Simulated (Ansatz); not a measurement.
# Swapping F for Cl on Ge: the atomisation energy

Gas-phase molecules. On one Ge centre, n of the F ligands are replaced by Cl. The atomisation energy (no zero-point term) y in kJ/mol at CCSD(T)/def2-TZVPP. Shapes: PBE0-D4/def2-TZVP. Programs: Ansatz 0.2.0.

| molecule | n | y (kJ/mol) |
| --- | --- | --- |
| GeF4 | 0 | 1888 |
| GeClF3 | 1 | 1757 |
| GeCl2F2 | 2 | ? |
| GeCl3F | 3 | 1491 |
| GeCl4 | 4 | 1358 |

Question: Fit y = c + s·n to the known rows and predict GeCl2F2.

Answer: 
1. Means of the 4 rows: n = 2.00000, y = 1623.5.
2. Σ(Δn)² = 10, Σ(Δn·Δy) = -1326, so the slope is -1326/10 = -132.6.
3. Intercept: 1623.5 − (-132.6) × 2.00000 = 1888.7. The largest residual of the fit is 0.9.
4. GeCl2F2: 1888.7 + (-132.6) × 2 = 1624 kJ/mol.

The run gave 1624 kJ/mol, so the prediction is off by 0 kJ/mol: they agree to the digits shown. The steps are nearly additive. The slope is the difference between a Ge–Cl and a Ge–F bond. Other levels give for GeCl2F2: BHLYP-D4/def2-TZVPP 1545; MP2/def2-SVP 1612; CCSD/def2-TZVPP 1580 kJ/mol. Spin-orbit coupling of the free atoms (F 2, Cl 4 kJ/mol each; the atoms kept shift only the intercept) is left out. Coupled cluster in double- or triple-zeta sets underbinds by a few per cent against its basis-set limit. Relativity is left out for Ge. Outer-core shells of Ge are correlated, in sets that cover them unevenly.

Each replacement of F by Cl lowers the atomisation energy by almost the same amount, because a Ge–Cl bond is weaker than a Ge–F bond. Fluorine is more electronegative and its compact 2p shell allows a short, strongly polar bond, whereas the larger, more diffuse 3p shell of chlorine gives a longer bond with less ionic stabilisation. The near-constant step suggests that changes in the charge on Ge and in ligand–ligand repulsion are small or largely cancel along the series.

Additivity also means that exchanging F and Cl between these molecules costs almost no electronic energy, so a mixture at equilibrium should probably be close to a statistical distribution, governed mainly by entropy. The successful prediction tests this additivity, not the absolute bond strengths: in the same basis, CCSD gives 1580 kJ/mol for GeCl2F2 against 1624 with perturbative triples, so the correlation treatment matters far more than the departure from the line. How fast the ligands would exchange doesn't follow from these energies.
